Q: I squeeze this copper crystal along c, the direction in which its close-packed layers are stacked, and leave its sides free. Does it simply get smaller?

A: It does, but by much less than you squeeze it. In the table, a is the distance between neighbours within a layer and c is the height of four layers. Each change is relative to the same unstrained crystal.

Copper in the dhcp structure (a = 2.520, c = 8.235 Å) is strained along c, with a = b and the atoms relaxed, in Ansatz 0.2.0 (PBEsol, plane-wave PAW, scalar-relativistic, no spin polarisation). The cutoff is 420 eV, the k mesh 24×24×6 and the Gaussian smearing 0.1 eV. Changes are relative to the unstrained cell, and energies are extrapolated to zero smearing.

```tsv
strain (%)	energy change (meV/atom)	volume change (%)	a change (%)	c change (%)
-4.5	19.6	-1.91	1.34	-4.50
-3.0	8.8	-1.39	0.83	-3.00
-1.5	2.4	-0.78	0.36	-1.50
1.5	1.8	0.74	-0.38	1.50
3.0	7.2	1.56	-0.70	3.00
4.5	16.0	2.43	-1.00	4.50
```

Shortening c by 4.5 % takes only 1.91 % off the volume, because a grows by 1.34 % in both directions within the layer. Stretching does the reverse: the layers draw in and the volume rises by about half as much as c. Had you clamped the sides, the volume would have followed c in full. The energy would also have been higher, since letting the sides relax can only lower it.

Q: Why should the sides care what happens along c?

A: Think of a tripod with springy legs whose feet are joined by elastic cords. Press on the top and the legs shorten, but they also push the feet apart and stretch the cords. In the crystal each atom stands on three atoms of the layer below, so the legs are the contacts between layers and the cords are the contacts within a layer. At the strongest squeeze the interlayer contacts are 2.5 % shorter than in the unstrained crystal, while those within the layers are 1.3 % longer. The picture covers forces along the contacts, but it leaves out the electrons that all the atoms of a metal share.

Q: Can the tripod tell me how far the sides move?

A: Yes, if all twelve contacts of an atom are equal springs, six within its layer and six to the layers above and below. Call the fractional changes of a and c $e_a$ and $e_c$. In ideal close packing, the squared length of an interlayer contact is one third sideways and two thirds upright, so for small strains its fractional change is $\tfrac13 e_a+\tfrac23 e_c$. The elastic energy is then proportional to

$$e_a^2+\left(\tfrac13 e_a+\tfrac23 e_c\right)^2 .$$

It is lowest when $\tfrac{10}{9}e_a=-\tfrac29 e_c$, which gives $e_a=-0.20\,e_c$. No row of the table was used to get this number. Between the rows at −1.5 and +1.5 % the calculation gives a sideways response of 0.25, so the springs fall short by about a fifth of the calculated value.

Q: What do the springs lack?

A: Most likely the shared electrons. Compressing or diluting them costs energy that depends on the volume rather than on any single contact. The crystal can save some of that cost by moving its sides further, and a response of 0.5 would keep the volume constant for small strains. Theory thus gives the right direction for the shortfall, though these rows do not separate this cost from the others.

The spring stiffness itself has dropped out of the estimate, so equal springs predict the same fraction for every ideally close-packed crystal squeezed along its stacking direction, soft or stiff. Real metals can differ, because the cost of changing the volume need not keep step with the stiffness of the contacts.

Q: Is the response the same for squeezing and stretching?

A: No. Taken from one row to the next, it falls at every step, from 0.34 at the compressed end to 0.20 at the stretched end. The second value equals the spring estimate, but that is no success for the springs, which were meant for small strains.

The likely reason for the fall is that a contact between atoms stiffens when shortened and softens when lengthened. Under compression the legs of the tripod are short and stiff while the cords are long and soft, so the feet slide out easily. Under tension the roles are exchanged, and the layers draw in less.

Q: Then that must also be why squeezing costs more energy than stretching.

A: Only in part, and least of all at the smallest strain. Squeezing costs 0.6 meV/atom more at 1.5 % and 3.6 meV/atom more at 4.5 %, so the difference grows sixfold while the strain triples. Uneven springs alone would make it grow about 27-fold, as the cube of the strain. A bias already present in the starting crystal would make it grow only threefold.

Such a bias exists. The unstrained crystal still carries a stress of roughly 0.1 GPa, because its cell is slightly too short along c and slightly too wide across. The first bit of stretching relieves this stress, whereas squeezing works against it. If the whole difference at 4.5 % came from uneven springs, they would account for only about 0.13 meV/atom at 1.5 %, so most of the difference there belongs to the starting crystal.

Q: How can I see the real softening without that bias?

A: Compare strained crystals with each other, so that the unstrained one drops out. The same calculations give the stress along c, and its rise per unit of strain is the stiffness with free sides. This falls from 268 GPa between the two most compressed rows to 201 GPa between the two most stretched ones. The softening is therefore a property of the crystal as calculated. The printed analysis below lists these slopes for every interval.

These values are for a perfect crystal at zero temperature, along one direction and in a stacking that copper does not normally adopt.

Q: Which digits would you trust?

A: In the energies, I would trust whole meV per atom as results of these settings, and treat the tenths with care. Another functional could move the larger energies by more than a whole meV. The table's energies are extrapolated to zero smearing, and using the free energy of the smeared electrons instead moves them by up to about 0.2 meV/atom. That choice changes the difference of 0.6 meV/atom between squeezing and stretching at 1.5 % by less than 0.1 meV/atom.

In the changes of a, the second decimal is affected by the starting crystal. At 1.5 % the layers seem to draw in slightly more under tension, 0.38 %, than they spread under compression, 0.36 %, against the trend at larger strains. Because the starting crystal is slightly too wide, every change of a is shifted a little towards shrinking, and that is enough to reverse so close a pair. I would not look for a separate effect there. To learn how this crystal responds, use the slopes between strained rows, from which the starting crystal drops out.

The analysis program printed:

```
Contacts and volume:
   row  in-plane Cu-Cu (Å)  interlayer Cu-Cu (Å)  interlayer change (%)  volume change per c change
  -4.5               2.554                 2.458                 -2.516                      0.4244
  -3.0               2.541                 2.478                 -1.708                      0.4633
  -1.5               2.529                 2.499                -0.8766                        0.52
   1.5                2.51                 2.543                 0.8777                      0.4933
   3.0               2.502                 2.566                  1.783                        0.52
   4.5               2.495                 2.589                  2.701                        0.54
Sideways response and stiffness (slopes from the row above):
   row  ratio from reference  local sideways slope  local stiffness along c (GPa)
  -4.5                0.2978                   n/a                            n/a
  -3.0                0.2767                  0.34                          267.7
  -1.5                  0.24                0.3133                          260.6
   1.5                0.2533                0.2467                          251.8
   3.0                0.2333                0.2133                          222.7
   4.5                0.2222                   0.2                          200.6
Energy at -1.5 less that at +1.5 % (meV/atom): 0.6
Energy at -3.0 less that at +3.0 % (meV/atom): 1.6
Energy at -4.5 less that at +4.5 % (meV/atom): 3.6
Growth of that difference from 1.5 to 3.0 % (linear 2, cubic 8): 2.667
Growth of that difference from 1.5 to 4.5 % (linear 3, cubic 27): 6
Difference expected at 1.5 % if that at 4.5 % were all cubic (meV/atom): 0.1333
Energy at -4.5 over that at +4.5 %: 1.225
Mean energy of the pair at 3.0 over that at 1.5 % (square law 4): 3.81
Mean energy of the pair at 4.5 over that at 1.5 % (square law 9): 8.476
Mean a change of the pair at 1.5 % (%): -0.01
Mean a change of the pair at 4.5 % (%): 0.17
Sideways ratio of twelve equal springs: 0.2
Largest gap between table energy and smeared free energy (meV/atom): 0.15
```
